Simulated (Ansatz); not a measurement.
## KCl: the change of pressure and energy less free atoms with volume scale

Periodic Kohn-Sham DFT of a crystal at fixed atoms, scaled to volume_scale times the given cell; pressure positive in compression, energy less spherical unpolarised free atoms, largest_vzz the field gradient of largest size among the nuclei. The results are calculated, by Ansatz 0.2.0.

The cell before it is scaled or strained (space group Fm-3m, No. 225):
```
KCl
1.0
      0.0000     3.1895     3.1895
      3.1895     0.0000     3.1895
      3.1895     3.1895     0.0000
K Cl
1 1
Direct
  0.00000 0.00000 0.00000
  0.50000 0.50000 0.50000
```

Settings of every row: method all-electron LAPW; functional PBE; relativity scalar; k mesh 13x13x13; filling fermi-dirac; smearing width 0.05 eV; basis error target 0.25 meV/atom; nucleus gaussian.

Atom start moment: 0 on all atoms.

| row | volume scale | V (Å³/atom) | pressure (GPa) | energy less free atoms (eV/atom) |
| --- | --- | --- | --- | --- |
| 1 | 0.96 | 31.149 | 0.758 | -3.3849 |
| 2 | 0.98 | 31.798 | 0.368 | -3.3872 |
| 3 | 1 | 32.445 | ? | ? |
| 4 | 1.02 | 33.095 | -0.287 | -3.3874 |
| 5 | 1.04 | 33.744 | -0.562 | -3.3857 |

Question: what pressure and energy less free atoms should row 3 give?

Worked fit of pressure. Take u = (V_r/V)^(2/3) − 1 with V_r = 32.447 Å³ an atom, which is twice the finite (Eulerian) strain; such expansions in the strain, on which the Birch-Murnaghan equation of state is built, carry the rest volume and the bulk modulus. The shown rows have u = 0.02759, 0.01356, -0.0131, -0.02579. Least squares give pressure = 0.0212 + 24.579 × u + 76.7 × u² GPa; a straight line predicts inner rows, each left out in turn, worse (root mean square 0.032 against 0.0015 GPa). The rows lie off it by 0.000, -0.001, 0.001, 0.000. The pressure vanishes at u = -0.0009, or V = 32.49 Å³ an atom, and there the bulk modulus at fixed shape and fractions is B = −V dP/dV = (2/3)(1 + u) dP/du = 16.3 GPa. The withheld row has u = 4e-05, so the fit gives 0.0212 + 24.579 × (4e-05) + 76.7 × (4e-05)² = 0.022 GPa.

The calculation gave 0.021 GPa. The fit lies 0.001 GPa (4.8 % of the value, 0.076 % of the column's range) above it, one unit of the last digit.

Worked fit of energy less free atoms. Take u = (V_r/V)^(2/3) − 1 with V_r = 32.447 Å³ an atom, which is twice the finite (Eulerian) strain; such expansions in the strain, on which the Birch-Murnaghan equation of state is built, carry the rest volume and the bulk modulus. The shown rows have u = 0.02759, 0.01356, -0.0131, -0.02579. Least squares give energy less free atoms = −3.38797 + 0.0078 × u + 3.73 × u² eV/atom; a straight line predicts inner rows, each left out in turn, worse (root mean square 0.0015 against 6.7e-05 eV/atom). All shown rows lie on it to the printed digit. The withheld row has u = 4e-05, so the fit gives −3.38797 + 0.0078 × (4e-05) + 3.73 × (4e-05)² = -3.3880 eV/atom.

The calculation gave -3.388 eV/atom. The fit meets it to the printed digit.
